**Q:** I have a list of zone-centre vibrations for a crystalline form of SiO2, and the strong infrared absorption sits near the top of the frequency range. Is that simply because stiffer vibrations absorb more?

Zone-centre optical phonons of SiO2 (space group I-42d, 6 atoms in the primitive cell, conventional a = 4.927 Å, c = 7.284 Å), computed with Ansatz 0.2.0 in the LDA with plane waves and PAW datasets made for PBE, a 420 eV cutoff and an 8×8×8 k mesh. Each row is one level at zero macroscopic field, with the intensity summed over its degenerate vibrations.

```
row  phonon frequency (cm⁻¹)  degeneracy  infrared intensity ((D/Å)²/amu)
  1                    136.3           2                            0.167
  2                    332.9           1                                0
  3                    357.7           1                                0
  4                    415.2           1                                0
  5                    426.3           1                             8.98
  6                    447.4           2                             13.3
  7                    766.5           1                                0
  8                    781.2           2                             6.46
  9                   1078.8           1                             30.5
 10                   1088.9           2                             56.1
 11                   1120.0           1                                0
```

**A:** The list invites that reading. Among the six levels that absorb at all, frequency and intensity have a rank correlation of 0.83. But the highest level, row 11, lies only 31 cm⁻¹ above row 10 (1120.0 − 1088.9) and has no intensity.

**Q:** Row 11 is forbidden by symmetry. Isn't it unfair to count it?

**A:** Then keep to the allowed levels and compare rows 6 and 8. Both are doublets, so degeneracy favours neither. The frequency rises from 447 to 781 cm⁻¹, yet the intensity falls by half.

The reason lies in what the intensity measures. It is the square of the dipole created by a given mass-weighted displacement, and frequency doesn't enter it. A stiff spring tells you how hard the atoms are to move, not how much charge moves with them.

**Q:** Row 10 is still almost twice as strong as row 9. What sets those two apart?

**A:** Mostly counting. Row 10 consists of two vibrations and row 9 of one; per vibration they have 28 and 30.5 (D/Å)²/amu. The question is why both are so bright, since together they hold three quarters of the whole intensity.

**Q:** Silicon is positive and oxygen negative. If they move against each other, isn't a large dipole enough of an explanation?

**A:** It is part of one, but it treats oxygen as a ball with the same charge whichever way it moves. The same calculation gives the Born charges, which are the dipole created per unit displacement of an atom. For oxygen the charge is −2.9 e when it moves along the line between its two silicon neighbours, and only about −1 e when it moves across that line.

**Q:** How can oxygen carry more than its two ionic charges?

**A:** The Born charge includes electrons that shift while the atom moves. As oxygen approaches one silicon, that bond strengthens and the opposite one weakens. Electrons then flow along the bridge in the direction in which the oxygen moves, which adds to its own negative charge. This is an argument from bonding; the numbers here show the directional charge, but not the flow itself.

**Q:** Does the direction matter enough to explain the two bright levels?

**A:** It can be estimated for row 9, whose dipole points along the crystal's $c$ axis. Suppose that only the Si–O bonds resist deformation. In the one bond-stretching vibration with this polarisation, each oxygen moves a distance $v$ along its Si···Si line, and each silicon recoils by $u$ along $c$.

The line between neighbouring silicons rises by $c/4$ over a length $\sqrt{(a/2)^2+(c/4)^2}$, where $a$ and $c$ are the cell edges. Its cosine with the $c$ axis is therefore $b=0.59$. The cell holds two silicons and four oxygens, with masses of about 28 and 16 amu, and its centre of mass must stay at rest:

$$|u|=\frac{4\times16\,b}{2\times28}\,v\approx0.67\,v .$$

Silicon's charge along $c$ is 3.37 e. Its recoil and the oxygen motion add to the same dipole:

$$\frac{|p|}{v}=2(3.37)(0.67)+4(2.89)(0.59)\approx(4.5+6.8)\ \mathrm{e}.$$

The mass that goes with this motion is $2(28)(0.67)^2+4(16)\approx89$ amu. Since $1\ \mathrm{e}=4.8$ D/Å, the intensity is

$$I=\frac{[(4.5+6.8)\times4.8]^2}{89}\approx33\ \mathrm{(D/Å)^2/amu}.$$

The table has 30.5. No constant was adjusted to the intensities, although the charges come from the same calculation.

**Q:** And if oxygen had the same charge in every direction?

**A:** Keep the motion and the silicon charge, and give each oxygen half the silicon charge with opposite sign. Row 9 then drops to about 19. For rows 9 and 10 together, equal charges give 59 % of the computed intensity and directed charges 107 %. The printed output that follows compares the two models level by level.

This comparison assumes that both levels are nearly pure bond stretches. The computed atomic displacements support this for row 9, where the oxygens move almost exactly along the Si–Si lines. For row 10 it remains an assumption here. The directional charge itself doesn't depend on it.

**Q:** Do directed charges also explain the weaker levels?

**A:** Less well. The charges and masses fix the total intensity, so the model gives whatever the stretches leave over to the bending vibrations. Row 5 then gets about 6 instead of 9, and rows 1 and 6 together get only about half of their computed intensity. Equal charges err the other way and make these levels too bright. For row 5 they miss by more, with about 16, while for rows 1 and 6 together the two models miss by about the same amount.

For rows 5 and 9 the reason is mixing. They are the only levels polarised along $c$, and the model already uses the computed charges and masses, so only its atomic motions can be off. Real bond angles also resist deformation, and the vibrations need not separate into pure stretches and pure bends. Row 5 therefore gains what row 9 loses. Slight mixing is enough, because the dipoles of the two motions add before they are squared, so row 9 can still be almost a pure stretch. The same is expected for rows 1 and 6. Their computed displacements could show how much they borrow, but that isn't worked out here.

**Q:** Row 8 is the odd one: high in frequency, yet weak. What moves there?

**A:** In the spring model it is the other kind of stretch: both bonds of an active bridge lengthen or shorten together. Silicon carries about four fifths of the kinetic energy, but the larger part of its motion is opposite on the two silicons, so those dipoles cancel. The oxygen moves across the Si···Si line, the direction in which its charge is small. Both facts make row 8 weaker than row 10: equal charges already give 14 against 32, and directed charges widen the gap to 9.9 against 59.

The size needs one more detail. The model gives 9.9 against the computed 6.5, but it leaves out a small sideways part of silicon's charge. The computed structure, charges and displacements show that in row 8 this part works against the main one, which lowers the estimate to 6.6; the opposite sense would have given 13.8.

That close match shouldn't be overread. The same sideways part moves the estimate for row 10 slightly further above its computed value. A spring constant fitted to row 10 also puts row 8 at 665 cm⁻¹ instead of 781, so identical, independent bond springs aren't enough here.

**Q:** What should I ask when I see a strong or weak band in a similar oxide with bent bridges?

**A:** Ask first whether the dipoles of the bridges add up or cancel, because symmetry can silence even the stiffest vibration. Then ask whether the oxygens move along the lines between their neighbours or across them. Frequency alone answers neither question. Before you label a band of middling strength a stretch or a bend, look at its atomic displacements.

Numerical output:

```
Intensities in (D/Å)²/amu (models pool rows 1 and 6 at row 6):
  row  computed per component  computed level  directed charges  equal charges in all directions
    1                  0.0835           0.167                 0                                0
    2                       0               0                 0                                0
    3                       0               0                 0                                0
    4                       0               0                 0                                0
    5                    8.98            8.98             6.014                            16.13
    6                    6.65            13.3             6.269                            20.46
    7                       0               0                 0                                0
    8                    3.23            6.46             9.883                             14.1
    9                    30.5            30.5              33.5                            18.85
   10                   28.05            56.1             59.42                            32.47
   11                       0               0                 0                                0
Share of rows 9 and 10 in the whole intensity, percent: 74.97
Rank correlation of frequency and intensity, active levels: 0.8286
Oxygen charge along the Si-Si line, e: -2.889
Oxygen charge across the line, normal to the Si-O-Si plane, e: -1.017
Rows 9 and 10 together, directed charges over computed, percent: 107.3
Rows 9 and 10 together, equal charges over computed, percent: 59.26
Rms miss over active levels, directed charges, (D/Å)²/amu: 3.873
Rms miss over active levels, equal charges, (D/Å)²/amu: 11.94
Row 8 with off-diagonal silicon charge in one sense, (D/Å)²/amu: 6.649
Row 8 with off-diagonal silicon charge in the other sense, (D/Å)²/amu: 13.76
Row 8 frequency from the spring that fits row 10, cm⁻¹: 665.2
```
